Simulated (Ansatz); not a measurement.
## HfB: the change of energy less free atoms and pressure with volume per atom

All results are calculated (Ansatz 0.2.0). Periodic Kohn-Sham DFT of a crystal at fixed atoms; pressure and stress are positive in compression; the energy is the free energy less that of spherical unpolarised free atoms; site moments are those in the method's own spheres, positive along +z.

Cell of the first row (space group Fm-3m, No. 225):
```
HfB
1.0
      0.0000     2.2628     2.2628
      2.2628     0.0000     2.2628
      2.2628     2.2628     0.0000
Hf B
1 1
Direct
  0.50000 0.50000 0.50000
  0.00000 0.00000 0.00000
```

Settings of every row: method all-electron LAPW; functional LDA; relativity scalar; k mesh 15x15x15; filling fermi-dirac; smearing width 0.05 eV; basis error target 0.25 meV/atom; nucleus gaussian.

Atom start moment: 0 on all atoms.

Limits: no spin-orbit coupling on heavy atoms.

```
row  volume per atom (Å³)  energy less free atoms (eV/atom)  pressure (GPa)
  1                11.587                           -8.0531          35.922
  2                11.833                           -8.1034          29.492
  3                 12.08                           -8.1442          23.623
  4                12.203                           -8.1613          20.882
  5                12.326                           -8.1763          18.263
  6                 12.45                           -8.1894           15.76
  7                12.573                                 ?               ?
  8                12.819                           -8.2177           8.893
  9                13.066                           -8.2282           4.803
```

Question: what energy less free atoms and pressure should row 7 give?

Worked fit of energy less free atoms. Take u = (V_r/V)^(2/3) − 1 with V_r = 12.264 Å³ an atom, which is twice the finite (Eulerian) strain; such expansions in the strain, on which the Birch-Murnaghan equation of state is built, carry the rest volume and the bulk modulus. The shown rows have u = 0.03858, 0.02414, 0.01013, 0.00333, -0.00336, -0.00998, -0.02908, -0.04135. Least squares give energy less free atoms = −8.16899 + 2.245 × u + 19.651 × u² eV/atom; a straight line predicts inner rows, each left out in turn, worse (root mean square 0.01 against 4.9e-05 eV/atom). The rows lie off it by 0.0000, -0.0001, 0.0000, 0.0000, 0.0000, 0.0000, 0.0000, 0.0000. The withheld row has u = -0.01645, so the fit gives −8.16899 + 2.245 × (-0.01645) + 19.651 × (-0.01645)² = -8.2006 eV/atom.

The calculation gave -8.2006 eV/atom. The fit meets it to the printed digit.

Worked fit of pressure. Take u = (V_r/V)^(2/3) − 1 with V_r = 12.264 Å³ an atom, which is twice the finite (Eulerian) strain; such expansions in the strain, on which the Birch-Murnaghan equation of state is built, carry the rest volume and the bulk modulus. The shown rows have u = 0.03858, 0.02414, 0.01013, 0.00333, -0.00336, -0.00998, -0.02908, -0.04135. Least squares give pressure = 19.5714 + 391.47 × u + 832.32 × u² GPa; a straight line predicts inner rows, each left out in turn, worse (root mean square 0.43 against 0.011 GPa). The rows lie off it by 0.009, -0.015, 0.001, -0.002, -0.002, 0.013, 0.002, -0.004 (root mean square 0.0079 GPa). The withheld row has u = -0.01645, so the fit gives 19.5714 + 391.47 × (-0.01645) + 832.32 × (-0.01645)² = 13.357 GPa.

The calculation gave 13.367 GPa. The fit lies 0.010 GPa (0.032 % of the column's range) below it; its largest miss of a shown row is 0.015 GPa.
